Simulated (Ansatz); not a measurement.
# Decay constant of the tunnelling density against sample bias on Cu(310) (PBEsol) and Cu(311) (LDA)

Whoever converts a change of tunnelling current on a stepped copper face into a change of height has to decide whether one decay constant serves for all biases. The current follows exp(−2κz), so an error in κ becomes an error in step heights and in apparent barriers. The question here is how κ changes with sample bias on Cu(310) and Cu(311). The calculated quantity is the density of the slab states between the Fermi level and the bias, averaged over the plane and fitted between 3 and 5 Å above the top atom. It is compared with κ₀, the decay constant of a free electron at the upper edge of the same window with no momentum along the surface. The tip is not included.

## Calculations

Ansatz 0.2.0, plane-wave Kohn-Sham DFT with its default PAW datasets at cutoffs of 420 eV, level as listed. Slabs and stacks are built by hand and relaxed; a single point with 17 to 18 Å of vacuum, a dipole correction, Fermi-Dirac smearing of 0.05 eV and meshes of 16 to 24 points along the first in-plane vector gives the density of the states between the Fermi level and the sample bias. Its planar mean n(z) is fitted as exp(−2κz) between 3 and 5 Å above the top atom. Spin-paired, no spin-orbit coupling.

Notes on method and selection:

- A free electron at the Fermi level with no momentum along the surface decays with κ₀ = 0.5123·√Φ Å⁻¹, Φ in eV; momentum along the surface raises κ, and the slow approach of the potential to the vacuum level lowers it.
- The tip is left out (Tersoff-Hamann).
- Slabs this thin have discrete subbands, so κ depends on which of them fall in the window.
- Windows narrower than 0.1 V hold too few states on these meshes and are not listed; a blank corrugation was not computed at that height.
- Runs in which the search for lower states was switched off are not listed.
- Work functions and vacuum levels are read from the electrostatic potential (Hartree and local ionic parts), which a warning of a rough exchange-correlation potential in thin density does not concern.
- Sites and patterns name the starting structure; atoms can leave their sites in the relaxation.
- The default PAW datasets of this version of Ansatz are the set soft_2.
- Runs that did not converge, have known faults or may not be shown are not listed, and runs on Ansatz's PAW sets soft_1 and soft_2 are kept to separate tables.

Columns:

- bias (V): sample bias; negative images filled states.
- κ₀ of window top (Å⁻¹): 0.5123·√(Φ − E) for the highest energy E in the window, from the Fermi level.
- κ (Å⁻¹): decay constant κ of the window's density.
- corrugation (Å): corrugation at constant current, set to the mean density at the first listed height.

## The series

| member | surface | bias (V) | κ₀ of window top (Å⁻¹) | κ (Å⁻¹) | corrugation (Å) |
| --- | --- | --- | --- | --- | --- |
| −1.2 V | Cu(310) (PBEsol, Φ 4.40 eV, 3 Å) | −1.2 | 1.074 | 1.224 | 0.518 |
| −0.4 V | Cu(310) (PBEsol, Φ 4.40 eV, 3 Å) | −0.4 | 1.074 | 1.192 | 0.485 |
| +0.4 V | Cu(310) (PBEsol, Φ 4.40 eV, 3 Å) | 0.4 | 1.024 | 1.071 | 0.661 |
| +1.2 V | Cu(310) (PBEsol, Φ 4.40 eV, 3 Å) | 1.2 | 0.916 | 1.055 | 0.578 |
| −1.5 V | Cu(311) (LDA, Φ 4.85 eV, 2.5 Å) | −1.5 | 1.128 | 1.215 | 0.399 |
| −0.7 V | Cu(311) (LDA, Φ 4.85 eV, 2.5 Å) | −0.7 | 1.128 | 1.174 | 0.378 |
| −0.2 V | Cu(311) (LDA, Φ 4.85 eV, 2.5 Å) | −0.2 | 1.128 | 1.157 | 0.369 |
| +0.2 V | Cu(311) (LDA, Φ 4.85 eV, 2.5 Å) | 0.2 | 1.104 | ? | ? |
| +0.7 V | Cu(311) (LDA, Φ 4.85 eV, 2.5 Å) | 0.7 | 1.043 | 1.158 | 0.401 |
| +1.5 V | Cu(311) (LDA, Φ 4.85 eV, 2.5 Å) | 1.5 | 0.937 | 1.146 | 0.444 |

Cells marked ? are withheld until the estimate has been made.

## Mechanism

On the filled-state side both faces behave alike over the listed windows: κ is smaller for the biases nearer zero. For Cu(310) the slope is (1.192 − 1.224) / 0.8 = −0.040 Å⁻¹ per V, and for Cu(311), from −1.5 to −0.2 V, it is (1.157 − 1.215) / 1.3 = −0.045 Å⁻¹ per V. The sign is that of a simple barrier. A more negative bias adds deeper states, which face a higher barrier and decay faster. The slope is small because the upper edge of the window stays at the Fermi level, where the slowest-decaying states usually lie.

On the empty-state side the barrier at the window top drops, and κ₀ with it, but κ does not follow in step. On Cu(311) κ₀ falls by 1.128 − 0.937 = 0.191 Å⁻¹ between −0.2 and +1.5 V, while κ falls by only 1.157 − 1.146 = 0.011 Å⁻¹. On Cu(310) most of the change comes between −0.4 and +0.4 V, where κ drops by 1.192 − 1.071 = 0.121 Å⁻¹ against 0.050 Å⁻¹ in κ₀.

Momentum along the surface has the right sign for the excess over κ₀, since for a free electron of given energy κ² = κ₀² + k², with κ₀ taken at that energy and k the wave number in the plane. At +1.5 V on Cu(311), κ is 1.146 Å⁻¹, above even the Fermi-level value of 1.128 Å⁻¹, so the empty states that carry the density must vary along the surface. Which subbands of the thin slab enter each window may explain why the two faces differ, but the columns do not identify them. The faces also differ in functional and work function, and the levels of the Cu(311) single point carry a warning that they were not confirmed, so the contrast should not be credited to step geometry alone.

For height calibration the change on Cu(310) is modest but visible: retracting by 1 Å reduces the current by a factor exp(2 × 1.192) = 10.8 at −0.4 V and exp(2 × 1.071) = 8.5 at +0.4 V.

## An estimate before looking

Plain estimates from the members shown:

- +0.2 V (Cu(311) (LDA, Φ 4.85 eV, 2.5 Å)), straight-line interpolation between −0.2 V and +0.7 V: w = (0.2 − (−0.2)) / (0.7 − (−0.2)) = 0.444, so 1.157 + 0.444 × (1.158 − 1.157) = 1.157 Å⁻¹

The straight line between −0.2 and +0.7 V on Cu(311) is the route chosen, since it stays on one face and one functional. It gives 1.157 + 0.444 × (1.158 − 1.157) = 1.157 Å⁻¹.

A shift for the lower barrier of empty states was considered. The κ₀ column would suggest a decrease, but from −0.2 to +0.7 V κ₀ falls by 1.128 − 1.043 = 0.085 Å⁻¹ while κ rises by 1.158 − 1.157 = 0.001 Å⁻¹. A correction that fails over this interval is not applied inside it.

The same interpolation can be tried on each shown member that has a neighbour on both sides. On Cu(311) the interpolated values are 1.215 + 0.8 / 1.3 × (1.157 − 1.215) = 1.179 at −0.7 V, 1.174 + 0.5 / 1.4 × (1.158 − 1.174) = 1.168 at −0.2 V and 1.157 + 0.9 / 1.7 × (1.146 − 1.157) = 1.151 at +0.7 V. Shown minus interpolated is then 1.174 − 1.179 = −0.005, 1.157 − 1.168 = −0.011 and 1.158 − 1.151 = +0.007 Å⁻¹. On Cu(310) the differences are 1.192 − (1.224 + 1.071) / 2 = +0.0445 at −0.4 V and 1.071 − (1.192 + 1.055) / 2 = −0.0525 at +0.4 V. The root mean square of the five is about 0.03 Å⁻¹.

The three misses on Cu(311) alone would suggest a smaller error. The full set is used because a window of 0.2 V holds few subbands, and one of them entering or leaving can move κ, as the change across zero bias on Cu(310) may show. The estimate is therefore 1.16 ± 0.03 Å⁻¹.

**Committed estimate, +0.2 V (Cu(311) (LDA, Φ 4.85 eV, 2.5 Å)): κ = 1.16 ± 0.03 Å⁻¹.**

## The answer

| member | surface | bias (V) | κ₀ of window top (Å⁻¹) | κ (Å⁻¹) | corrugation (Å) |
| --- | --- | --- | --- | --- | --- |
| +0.2 V | Cu(311) (LDA, Φ 4.85 eV, 2.5 Å) | 0.2 | 1.104 | 1.154 | 0.360 |

| member | estimate | κ (Å⁻¹) | computed | estimate − computed | miss in error bars |
| --- | --- | --- | --- | --- | --- |
| +0.2 V (Cu(311) (LDA, Φ 4.85 eV, 2.5 Å)) | committed | 1.160 | 1.154 | +0.006 | 0.2 |
| +0.2 V (Cu(311) (LDA, Φ 4.85 eV, 2.5 Å)) | interpolation | 1.157 | 1.154 | +0.003 |  |

The computed κ is 1.154 Å⁻¹. The estimate of 1.16 ± 0.03 Å⁻¹ is high by 0.006 Å⁻¹, well inside its error bar. The plain interpolation, 1.157 Å⁻¹, is slightly closer, but only because the estimate was the same number rounded.

The decision to add no shift for the lower barrier held. From −0.2 to +0.2 V on Cu(311), κ₀ of the window top falls by 1.128 − 1.104 = 0.024 Å⁻¹, and κ by only 1.157 − 1.154 = 0.003 Å⁻¹. The concern that κ might jump across zero bias, as it does on Cu(310), was not borne out, and the error bar was wide for this face.

The barrier at the window top therefore does not set κ by itself. Momentum along the surface can offset the lower barrier, if the empty states carry somewhat more of it than the filled ones.

## Departures from the trend

The two empty-state windows of Cu(310) stand apart, with κ of 1.071 and 1.055 Å⁻¹ against 1.146 Å⁻¹ or more in every other row. The lower work function explains part of this: at the Fermi level it puts κ₀ of Cu(310) below that of Cu(311) by 1.128 − 1.074 = 0.054 Å⁻¹. It does not explain the drop between −0.4 and +0.4 V on Cu(310), which exceeds the change in κ₀ by 0.121 − 0.050 = 0.071 Å⁻¹. A subband with little momentum along the surface, entering just above the Fermi level, would have the right sign. In a slab this thin, its position may owe as much to the thickness as to the face.

The filled states of Cu(310) do not follow the simple barrier all the way to zero bias. A filled-state window narrower than 0.1 V, unlisted because it holds too few states, gives a larger κ than either listed filled-state window of this face. The mechanism section is therefore too general: on Cu(310) the fall of κ towards zero bias rests on two windows and reverses closer in, and the slowest-decaying filled states do not appear to lie at the Fermi level. States just below it with much momentum along the surface would account for this and would add to the drop across zero bias, but with so few states in the window this remains a guess.

The comparison of the faces has a further limit. The density of Cu(310) was read in filtered form, while no filter is noted for Cu(311). The tables do not show how much this changes κ, so it joins functional and work function among the differences that are not step geometry.

Measured against κ₀, the largest excess is that of Cu(311) at +1.5 V, 1.146 − 0.937 = 0.209 Å⁻¹. Part of it arises because κ₀ is taken at the top of the window while the density includes states down to the Fermi level. Momentum along the surface must supply the rest, as argued under the mechanism.

## Rules of thumb and their limits

For the Cu(311) slab, one constant serves the listed biases from −0.7 to +1.5 V, where κ stays between 1.146 and 1.174 Å⁻¹. Interpolation on this face missed by about 0.01 Å⁻¹ or less; on Cu(310) it missed by about 0.05 Å⁻¹, and that slab needs separate constants for filled and empty states. Its filled-state values should not be carried closer to zero than −0.4 V, since κ rises again in the narrow window there.

In practice, a tenfold change of current on Cu(311) at +0.2 V corresponds to 2.303 / (2 × 1.154) = 1.00 Å. On Cu(310), using the constant of −0.4 V at +0.4 V would make height changes too small by a factor 1.071 / 1.192 = 0.90.

The main omission is the field of the tip. In a simple tilted barrier it raises the mean barrier by half the bias for empty states at positive bias. Since κ² grows by 0.5123² Å⁻² per eV of barrier, the 1.5 / 2 = 0.75 eV added at +1.5 V raises κ by roughly 0.5123² × 0.75 / (2 × 1.146) = 0.086 Å⁻¹, more than the whole range on Cu(311), 1.215 − 1.146 = 0.069 Å⁻¹. The weak dependence on positive bias found here therefore need not carry over to a measured current.
